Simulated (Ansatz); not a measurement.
# SnTe: the change of energy less free atoms and pressure with volume scale

All results are calculated (Ansatz 0.2.0). Periodic Kohn-Sham DFT of a crystal at fixed atoms, scaled to volume_scale times the given cell; pressure positive in compression, energy less spherical unpolarised free atoms, largest_vzz the field gradient of largest size among the nuclei.

The cell before it is scaled or strained (space group Fm-3m, No. 225):
```
SnTe
1.0
      0.0000     3.1565     3.1565
      3.1565     0.0000     3.1565
      3.1565     3.1565     0.0000
Sn Te
1 1
Direct
  0.00000 0.00000 0.00000
  0.50000 0.50000 0.50000
```

Settings of every row: method all-electron LAPW; functional LDA; relativity scalar; k mesh 11x11x11; filling fermi-dirac; smearing width 0.08 eV; basis error target 0.25 meV/atom; nucleus gaussian.

Atom start moment: 0 on all atoms.

Limits: no spin-orbit coupling on heavy atoms; small gap, it may come from the mesh.

| row | volume scale | V (Å³/atom) | energy less free atoms (eV/atom) | pressure (GPa) |
| --- | --- | --- | --- | --- |
| 1 | 0.94 | 29.563 | -4.4083 | 1.335 |
| 2 | 0.95 | 29.877 | -4.4103 | 0.754 |
| 3 | 0.96 | 30.192 | -4.4113 | 0.205 |
| 4 | 0.98 | 30.821 | ? | ? |
| 5 | 0.99 | 31.135 | -4.408 | -1.269 |
| 6 | 1 | 31.45 | -4.4051 | -1.707 |
| 7 | 1.01 | 31.764 | -4.4013 | -2.122 |
| 8 | 1.02 | 32.079 | -4.3968 | -2.514 |
| 9 | 1.04 | 32.708 | -4.3855 | -3.234 |
| 10 | 1.05 | 33.022 | -4.3788 | -3.565 |
| 11 | 1.06 | 33.337 | -4.3715 | -3.877 |

Question: what energy less free atoms and pressure should row 4 give?

Worked fit of energy less free atoms. Take u = (V_r/V)^(2/3) − 1 with V_r = 31.607 Å³ an atom, which is twice the finite (Eulerian) strain; such expansions in the strain, on which the Birch-Murnaghan equation of state is built, carry the rest volume and the bulk modulus. The shown rows have u = 0.04558, 0.03824, 0.03101, 0.01008, 0.00333, -0.0033, -0.00983, -0.02257, -0.02877, -0.0349. Least squares give energy less free atoms = −4.40332 − 0.5645 × u + 9.973 × u² eV/atom; a straight line predicts inner rows, each left out in turn, worse (root mean square 0.0058 against 4.1e-05 eV/atom). The rows lie off it by 0.0000, 0.0000, -0.0001, 0.0000, 0.0000, 0.0000, 0.0000, 0.0000, 0.0000, 0.0000. Its lowest point lies at u = 0.0283, or V = 30.31 Å³ an atom, and the curvature there gives the bulk modulus at fixed shape and fractions, B = (4/9)(1 + u)² E″(u)/V = 49.5 GPa. The withheld row has u = 0.01693, so the fit gives −4.40332 − 0.5645 × (0.01693) + 9.973 × (0.01693)² = -4.4100 eV/atom.

The calculation gave -4.4101 eV/atom. The fit lies 0.0001 eV/atom (0.25 % of the column's range) above it, one unit of the last digit.

Worked fit of pressure. Take u = (V_r/V)^(2/3) − 1 with V_r = 31.607 Å³ an atom, which is twice the finite (Eulerian) strain; such expansions in the strain, on which the Birch-Murnaghan equation of state is built, carry the rest volume and the bulk modulus. The shown rows have u = 0.04558, 0.03824, 0.03101, 0.01008, 0.00333, -0.0033, -0.00983, -0.02257, -0.02877, -0.0349. Least squares give pressure = −1.9177 + 62.478 × u + 187.14 × u² + 168 × u³ GPa; a parabola predicts inner rows, each left out in turn, worse (root mean square 0.0021 against 0.00062 GPa). The rows lie off it by 0.000, -0.001, 0.000, 0.000, 0.001, 0.000, 0.000, 0.000, -0.001, 0.000. The pressure vanishes at u = 0.0282, or V = 30.31 Å³ an atom, and there the bulk modulus at fixed shape and fractions is B = −V dP/dV = (2/3)(1 + u) dP/du = 50.4 GPa. The withheld row has u = 0.01693, so the fit gives −1.9177 + 62.478 × (0.01693) + 187.14 × (0.01693)² + 168 × (0.01693)³ = -0.805 GPa.

The calculation gave -0.805 GPa. The fit meets it to the printed digit.
